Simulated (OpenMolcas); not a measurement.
## How methods differ on SiH3 (SMILES [SiH3])

SiH3: 4 atoms, total charge 0, spin state doublet. As SMILES, `[SiH3]`. The shape is that of a PBE0-D4/def2-TZVP optimisation.

```xyz
4

Si    0.2938   -0.0269   -0.1640
H     0.5592    0.6653    1.1239
H    -0.2240   -1.4017    0.0601
H    -0.6289    0.7632   -1.0200
```

Quantity: the vertical energy of the quartet above the doublet, in eV. The values are calculated.

| level | kind | program | value (eV) | less FCI/3-21G | CPU time (all runs) |
| --- | --- | --- | --- | --- | --- |
| CASPT2(7,7)/3-21G | multireference | OpenMolcas | 9.08 | +0.10 | 4 s |
| CASSCF(3,3)/3-21G | multireference | OpenMolcas | 9.26 | +0.28 | 3.6 s |
| CASSCF(7,7)/3-21G | multireference | OpenMolcas | 9.10 | +0.12 | 3.9 s |
| MC-PDFT[tPBE](7,7)/3-21G | multireference | OpenMolcas | 9.17 | +0.19 | 4.4 s |
| MRCI(7,7)/3-21G | multireference | OpenMolcas | 9.01 | +0.03 | 11 s |
| SC-NEVPT2(7,7)/3-21G | multireference | OpenMolcas | 9.08 | +0.10 | 4.4 s |
| FCI/3-21G | exact in the basis | OpenMolcas | 8.98 | 0.00 | 22 s |

FCI/3-21G is exact within its basis and frozen core, so for wave-function methods in that basis the difference is their error. The values span 8.98 to 9.26 eV. All rows use very small basis sets, so even the best lies far from the true value. Times are those of the runs behind each value, whatever else they computed, on shared processors of several kinds: orders of magnitude only.

The large doublet-quartet gap reflects the lack of a cheap way to unpair electrons in SiH3. The doublet has three Si-H bonding pairs and one electron in a silicon-centred, lone-pair-like orbital, so the quartet must break up a bonding pair and place an electron in an orbital that is probably Si-H antibonding in character.

CASSCF(3,3) gives the largest gap, probably because its active space treats the two states unevenly: three parallel spins in three orbitals allow only one configuration, whereas the doublet can still gain correlation energy. The (7,7) space matches the valence count and removes more than half of that excess. Perturbation theory then changes the gap very little, while MRCI comes within 0.03 eV of FCI, which suggests that the remaining differential correlation is small but not fully captured at second order. MC-PDFT moves the gap slightly away from FCI, but its functional energy need not converge to that limit.

As a vertical quantity, the gap doesn't show whether the quartet has a bound minimum or loses hydrogen on relaxation.
